**Problem: the 2p hyperfine constants of sulfur ions**

For a series of sulfur ions, Dirac-Coulomb Hartree-Fock gives the magnetic hyperfine constant $A$ of one 2p electron, divided by the nuclear factor $g_I$, for $j=1/2$ and $j=3/2$. Beside it stand the non-relativistic mean $\langle r^{-3}\rangle$ of the 2p orbital and the small weight, the share of the 2p1/2 norm carried by the small Dirac component. The results for S+ and S2+ are withheld.

Sulfur ions, computed with the B-spline radial atomic code version 1 at the basis limit. A/g_I and the small weight come from Dirac-Coulomb Hartree-Fock (nl average, Fermi nucleus), <r⁻³> from non-relativistic Hartree-Fock (configuration average, point nucleus). A is the magnetic hyperfine constant of one electron in the orbital, also for closed shells, and g_I = μ/(I μ_N).

| species | Z | charge (e) | electrons | configuration | A(2p1/2)/g_I (MHz) | A(2p3/2)/g_I (MHz) | A(2p1/2)/A(2p3/2) | <r⁻³>(2p), non-rel. (bohr⁻³) | small weight (2p1/2) |
| --- | --- | --- | --- | --- | --- | --- | --- | --- | --- |
| S+ | 16 | 1 | 15 | [Ne] 3s2 3p3 | ? | ? | ? | ? | ? |
| S2+ | 16 | 2 | 14 | [Ne] 3s2 3p2 | ? | ? | ? | ? | ? |
| S3+ | 16 | 3 | 13 | [Ne] 3s2 3p1 | 20860 | 4077 | 5.117 | 80.08 | 0.000472 |
| S4+ | 16 | 4 | 12 | [Ne] 3s2 | 20930 | 4090 | 5.117 | 80.34 | 0.000474 |
| S5+ | 16 | 5 | 11 | [Ne] 3s1 | 21040 | 4112 | 5.117 | 80.77 | 0.000476 |
| S6+ | 16 | 6 | 10 | [He] 2s2 2p6 | 21170 | 4138 | 5.117 | 81.28 | 0.000478 |
| S8+ | 16 | 8 | 8 | [He] 2s2 2p4 | 24280 | 4750 | 5.111 | 93.23 | 0.000537 |
| S9+ | 16 | 9 | 7 | [He] 2s2 2p3 | 25960 | 5081 | 5.109 | 99.70 | 0.000568 |
| S10+ | 16 | 10 | 6 | [He] 2s2 2p2 | 27730 | 5429 | 5.107 | 106.5 | 0.000600 |
| S11+ | 16 | 11 | 5 | [He] 2s2 2p1 | 29590 | 5794 | 5.106 | 113.6 | 0.000632 |

**(a)** What fixes the two constants and their ratio in the known rows?

*Solution.* The electron's orbital motion and spin make a field at the nucleus that falls as $r^{-3}$. Projected on $\mathbf j$, the two parts combine to

$$\frac{A}{g_I}=K\,\frac{l(l+1)}{j(j+1)}\,\langle r^{-3}\rangle\,F_j ,\qquad K=\frac{\mu_0}{4\pi}\frac{2\mu_B\mu_N}{h\,a_0^3}=95.41\ \text{MHz bohr}^3 ,$$

where $F_j$ collects the relativistic correction. The angular factors are 8/3 and 8/15, so without relativity the ratio is exactly 5. For S6+, with nothing fitted, $254.43\times81.28=20680$ MHz against the computed 21170 MHz, so $F_{1/2}=1.0237$. In the eight known rows $F_{1/2}$ lies between 1.0234 and 1.0239, a spread of only 0.05 %. The numbers thus show that the trend of $A(2p_{1/2})$ is the trend of $\langle r^{-3}\rangle$.

That trend has two regimes. Writing $\langle r^{-3}\rangle=Z_\text{eff}^3/24$, as for a hydrogenic 2p orbital, each 2p electron screens 0.295 of a nuclear charge, and a straight line through S6+ to S11+ holds to 0.003 in $Z_\text{eff}$. Each $n=3$ electron screens only 0.021 on average. Electrostatics explains the contrast: a spherical shell of charge exerts no force in its interior, so an outer electron acts on 2p only through the part of its density that penetrates the 2p region. Exchange needs the same overlap; it alters the size of each step, most for a 3p electron, but not the contrast. In the non-relativistic S4+ run the mean radius of 3s is more than three times that of 2p. Hence $A(2p_{1/2})$ rises by 1.5 % in all from S3+ to S6+, but by about 7 % per 2p electron removed; the 14.7 % from S6+ to S8+ covers two electrons.

The excess of the ratio over 5 is relativistic. A p1/2 spinor has an s-like small component that reaches the nucleus, so $F_{1/2}$ exceeds 1 by much more than $F_{3/2}$ does, and theory argues that the correction is built up close in, where nearly the full $Z=16$ acts. The Dirac hydrogenic 2p ratio at the bare charge is 5.116 and the Casimir factor gives 5.100, whereas the hydrogenic ratio at $Z_\text{eff}$ gives only 5.069 to 5.088. The closeness of 5.116 to 5.117 is partly an accident: the bare-charge factors (1.0273 and 1.0040) both exceed those of the closed-shell rows (about 1.0238 and 1.0005), and S11+, the row nearest the bare nucleus, has a ratio of 5.106.

The screened picture also has the wrong sign for the drift. From S6+ to S11+ the small weight grows by 32 % while the ratio falls by 0.21 %. The split into factors locates most of the drift in $F_{3/2}$, which rises by 0.18 %. $F_{1/2}$ looks level in the rounded table, but with more digits from the same runs it falls slightly, from 1.0239 in S6+ to 1.0234 in S9+. The cause lies in the 2p shell itself: 1s² and 2s² are present in all these rows, and their relativistic contraction screens both $j$ nearly alike, whereas the number of 2p partners falls from five to none. A likely mechanism, not isolated here, is that in the full shell a 2p3/2 electron has two of the more contracted 2p1/2 electrons among its partners and a 2p1/2 electron only one.

**(b)** Predict the five results for S2+ and S+, with ranges.

*Solution.* Both ions keep the closed 2p⁶ shell and add 3p electrons, so they belong to the weak regime. The task is the drop of $\langle r^{-3}\rangle$ per added electron. The known drops, each uncertain by 0.01, are 0.51 and 0.43 bohr⁻³ for the two 3s electrons and 0.26 bohr⁻³ for the first 3p electron. Inside the core the shape of an outer orbital is set by the strong nuclear field, but its amplitude depends on how tightly the electron is held. As the charge $z$ of the ion that receives it falls, the orbital spreads outward and less of it penetrates, so the drops should shrink.

Take the drop as proportional to $z^p$. The 3s pair ($z=6$, then 5) gives $p=\ln(0.43/0.51)/\ln(5/6)=0.94$, which rounding alone lets wander from 0.70 to 1.17. The size comes from the one 3p step, at $z=4$. Carrying $p$ from 3s to 3p is an assumption, so the range runs from $p=0$ (constant drops) to $p=2$, widened by the rounding.

For S2+, which enters no fit, $z=3$ and the drop is $0.26\times(3/4)^{0.94}=0.198$, so $\langle r^{-3}\rangle=80.08-0.198=79.88$ bohr⁻³. The four closed-2p rows give means of 260.49 and 50.910 MHz bohr³ for $A/g_I$ per unit $\langle r^{-3}\rangle$, so $A(2p_{1/2})/g_I=260.49\times79.88=20808$ MHz. For S+, $z=2$ adds $0.26\times(2/4)^{0.94}=0.136$. The small weight is scaled from S3+ as $\langle r^{-3}\rangle^{0.84}$, a power fitted to the eight known rows.

The forecast is that both constants keep falling from S3+ to S2+ to S+, in shrinking steps, by under 1 % in total:

- $\langle r^{-3}\rangle$: S2+ 79.88 (79.81–79.94), S+ 79.75 (79.55–79.88) bohr⁻³;
- $A(2p_{1/2})/g_I$: about 20810 (20785–20830) and 20770 (20717–20813) MHz;
- $A(2p_{3/2})/g_I$: about 4067 (4063–4070) and 4060 (4049–4067) MHz;
- ratio: 5.117 ± 0.001 for both;
- small weight: 0.000471 and 0.000470, within about ±0.000002.

The last two forecasts are easy, since they sit near the rounding; only the step sizes test the model. A second estimate, given for comparison and not part of the forecast, uses Fermi-Segrè scaling of the inner density, $I^{3/2}/z$ with $I$ the binding energy. With the computed 3p level of S3+ and rough recalled values of 35 and 23 eV for S2+ and S+, it gives 79.86 and 79.68 bohr⁻³.

**(c)** Compare with the computed values, explain the misses, and say how a neighbouring series would behave.

The withheld rows as computed:

| species | Z | charge (e) | electrons | configuration | A(2p1/2)/g_I (MHz) | A(2p3/2)/g_I (MHz) | A(2p1/2)/A(2p3/2) | <r⁻³>(2p), non-rel. (bohr⁻³) | small weight (2p1/2) |
| --- | --- | --- | --- | --- | --- | --- | --- | --- | --- |
| S+ | 16 | 1 | 15 | [Ne] 3s2 3p3 | 20790 | 4062 | 5.118 | 79.80 | 0.000471 |
| S2+ | 16 | 2 | 14 | [Ne] 3s2 3p2 | 20820 | 4067 | 5.118 | 79.90 | 0.000471 |

*Solution.* All ten values fall inside their ranges, and the qualitative forecast holds: $A(2p_{3/2})/g_I$ falls by 10 and then 5 MHz, and $A(2p_{1/2})$ of S+ lies 0.34 % below that of S3+. The ranges were wide, however, and the central values err in one direction. The computed $\langle r^{-3}\rangle$ is higher than predicted by 0.02 bohr⁻³ for S2+ and 0.05 for S+. Against $\langle r^{-3}\rangle$ itself this is under 0.1 %, but against the tested quantity it is not small: the last drop is 0.10 where 0.14 was predicted. The constants inherit the error, blurred by the rounding of the table, with misses of +12 and +17 MHz for $j=1/2$ (tabulated to 10 MHz) and +0.2 and +2.1 MHz for $j=3/2$, relative to the unrounded predictions. The ratio comes out at 5.118 in both ions, the upper edge of its range. This continues a slow rise hidden by the rounding: with more digits the ratio is 5.1166 in S6+ and 5.1175 in S3+, so the flat mean was slightly low. The small weight of S+ is one unit of the last digit above forecast, a miss of rounding size.

The 3p drops, 0.26, 0.18 and 0.10, shrink faster than the 3s exponent allows: $\ln(0.10/0.26)/\ln(2/4)=1.4$. The borrowed exponent was the weak link. Fermi-Segrè scaling does worse, missing by +0.04 and +0.12 bohr⁻³. The rough energies are not to blame: with the computed 3p levels of S2+ and S+, 33.74 and 21.98 eV, the misses are still +0.03 and +0.10. A likely reason, untested here, is relaxation. That scaling describes the new electron alone, but each added 3p electron also pushes the other $n=3$ electrons outward and withdraws part of their screening, and there are more such companions at each step. The fits and misses are listed in the output below.

These constants are not splittings. In S+ to S6+ the closed 2p shell gives no net field, and the real hyperfine structure of S+ and S2+ comes from the open 3p shell together with core polarisation, which this calculation leaves out along with correlation. The open-2p rows are configuration averages, not levels, and the runs use ³²S, which has no nuclear spin, so a splitting needs the $g_I$ of an isotope such as ³³S.

The same reasoning carries over in words. The 3p constants of these ions would be far smaller and would change by a much larger fraction per electron than those of 2p, because they follow the inner amplitude of the outer orbital directly. Along an isoelectronic series $\langle r^{-3}\rangle$ would climb roughly as $Z_\text{eff}^3$ and the excess of the ratio over 5 as $(Z\alpha)^2$, a growth that a fixed-$Z$ series cannot test. Where 3p closes over 2p, as in an argon-like ion, the two shells may be rotated into each other at no cost in energy, and a single-orbital constant can jump by convention.

The analysis program printed:

```
K = 95.41 MHz bohr^3; x8/3 = 254.43; x8/15 = 50.886; (Z alpha)^2 = 0.01363
ion  A1/2 per r^-3  F(1/2)  F(3/2)  rounding of F %  Zeff  ratio  hydrogenic ratio at Zeff
S3+   260.49 1.0238 1.0005 0.03 12.433 5.117 5.069
S4+   260.52 1.0239 1.0005 0.03 12.447 5.117 5.070
S5+   260.49 1.0238 1.0005 0.03 12.469 5.117 5.070
S6+   260.46 1.0237 1.0005 0.03 12.495 5.117 5.070
S8+   260.43 1.0236 1.0012 0.03 13.079 5.111 5.077
S9+   260.38 1.0234 1.0015 0.02 13.375 5.109 5.081
S10+  260.38 1.0234 1.0018 0.06 13.673 5.107 5.084
S11+  260.48 1.0238 1.0023 0.06 13.970 5.106 5.088
Dirac hydrogenic 2p, Z=16: F 1.0273, 1.0040, ratio 5.116
Casimir, Z=16: F 1.0255, 1.0054, ratio 5.100
S6+ to S11+ change %: F(1/2) +0.01, F(3/2) +0.18, ratio -0.21, small weight +32.2
A(2p1/2) rise %: S3+ to S6+ 1.5; S6+ to S8+ 14.7; then 6.9, 6.8, 6.7
screening per electron: 2p 0.295 (largest Zeff residual 0.003); n=3 mean 0.021; quotient 14
Dirac 2p3/2 r^-3 over non-rel.: S8+ 1.0040, S10+ 1.0046 (rounding up to 0.0005)
small weight goes as (r^-3)^0.84; hydrogenic exponent 0.67
drops of r^-3 (bohr^-3, each +-0.01): 3s 0.51, 3s 0.43, 3p 0.26; p = 0.94 (0.70 to 1.17 from rounding)
second over first 3s drop: table 0.84, Fermi-Segre 0.88
closed-2p means: A per r^-3 260.49 and 50.910 MHz bohr^3, ratio 5.117
S2+: predicted (range), computed, miss = computed - predicted
  r^-3 bohr^-3: 79.88 (79.81 to 79.94), 79.90, +0.02, inside
  A(2p1/2) MHz: 20808 (20785 to 20830), 20820, +12, inside
  A(2p3/2) MHz: 4066.8 (4062.6 to 4070.4), 4067.0, +0.2, inside
  ratio: 5.117 (5.116 to 5.118), 5.118, +0.001, inside
  small weight: 0.0004710 (0.0004697 to 0.0004723), 0.0004710, -0.0000000, inside
  last drop: power law 0.20, Fermi-Segre 0.22, constant 0.26, computed 0.18
  Fermi-Segre r^-3 79.86, miss +0.04; A(2p1/2) vs S3+ -0.19 %; F 1.0242, 1.0003
S+: predicted (range), computed, miss = computed - predicted
  r^-3 bohr^-3: 79.75 (79.55 to 79.88), 79.80, +0.05, inside
  A(2p1/2) MHz: 20773 (20717 to 20813), 20790, +17, inside
  A(2p3/2) MHz: 4059.9 (4049.4 to 4067.1), 4062.0, +2.1, inside
  ratio: 5.117 (5.116 to 5.118), 5.118, +0.001, inside
  small weight: 0.0004704 (0.0004684 to 0.0004720), 0.0004710, +0.0000006, inside
  last drop: power law 0.14, Fermi-Segre 0.18, constant 0.26, computed 0.10
  Fermi-Segre r^-3 79.68, miss +0.12; A(2p1/2) vs S3+ -0.34 %; F 1.0240, 1.0003
```
